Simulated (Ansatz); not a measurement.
## A series in volume scale on CaHg

Results calculated with Ansatz 0.2.0, not measured. Free energy against uniform scaling of the volume at fixed shape and fractions; periodic cell, basis, potentials, k mesh and filling as listed.

The cell before it is scaled or strained (space group Pm-3m, No. 221):
```
CaHg
1.0
      3.7547     0.0000     0.0000
      0.0000     3.7547     0.0000
      0.0000     0.0000     3.7547
Ca Hg
1 1
Direct
  0.00000 0.00000 0.00000
  0.50000 0.50000 0.50000
```

Settings of every row: functional r2SCAN; dispersion none; potentials PAW; wave cutoff 600 eV; density cutoff 2400 eV; k mesh 6x6x6; k shift 0x0x0; occupations cold; smearing width 0.1 eV; spin none.

Limits: coarse k mesh, up to 40 meV an atom off; no spin-orbit coupling, which can matter with elements this heavy; the cell comes from a prototype or a list of computed structures and needn't be the stable phase.

| row | volume scale | V (Å³/atom) | pressure (GPa) | energy above lowest point (meV/atom) |
| --- | --- | --- | --- | --- |
| 1 | 0.94 | 24.878 | 3.32 | 19 |
| 2 | 0.96 | 25.408 | 2.29 | 9.7 |
| 3 | 0.98 | 25.937 | 1.38 | 3.7 |
| 4 | 1 | 26.466 | 0.55 | 0.6 |
| 5 | 1.02 | 26.996 | -0.2 | 0 |
| 6 | 1.04 | 27.525 | ? | ? |
| 7 | 1.06 | 28.054 | -1.5 | 5.7 |

Question: what pressure and energy above lowest point should row 6 give?

Worked fit of pressure. Take u = (V_r/V)^(2/3) − 1 with V_r = 26.202 Å³ an atom, which is twice the finite (Eulerian) strain; such expansions in the strain, on which the Birch-Murnaghan equation of state is built, carry the rest volume and the bulk modulus. The shown rows have u = 0.03517, 0.02073, 0.0068, -0.00666, -0.01971, -0.04451. Least squares give pressure = 0.953 + 61.8 × u + 151.4 × u² GPa; a straight line predicts inner rows, each left out in turn, worse (root mean square 0.093 against 0.0081 GPa). The rows lie off it by 0.01, -0.01, 0.00, 0.00, 0.01, 0.00. The pressure vanishes at u = -0.0161, or V = 26.85 Å³ an atom, and there the bulk modulus at fixed shape and fractions is B = −V dP/dV = (2/3)(1 + u) dP/du = 37.4 GPa. The withheld row has u = -0.03231, so the fit gives 0.953 + 61.8 × (-0.03231) + 151.4 × (-0.03231)² = -0.89 GPa.

The calculation gave -0.88 GPa. The fit lies 0.01 GPa (1.1 % of the value, 0.21 % of the column's range) below it, one unit of the last digit.

Worked fit of energy above lowest point. Take u = (V_r/V)^(2/3) − 1 with V_r = 26.202 Å³ an atom, which is twice the finite (Eulerian) strain; such expansions in the strain, on which the Birch-Murnaghan equation of state is built, carry the rest volume and the bulk modulus. The shown rows have u = 0.03517, 0.02073, 0.0068, -0.00666, -0.01971, -0.04451. Least squares give energy above lowest point = 1.79 + 233.9 × u + 7233 × u² meV/atom; a straight line predicts inner rows, each left out in turn, worse (root mean square 4.5 against 0.051 meV/atom). All shown rows lie on it to the printed digit. Its lowest point lies at u = -0.0162, or V = 26.85 Å³ an atom, and the curvature there gives the bulk modulus at fixed shape and fractions, B = (4/9)(1 + u)² E″(u)/V = 37.1 GPa. The withheld row has u = -0.03231, so the fit gives 1.79 + 233.9 × (-0.03231) + 7233 × (-0.03231)² = 1.8 meV/atom.

The calculation gave 1.8 meV/atom. The fit meets it to the printed digit.
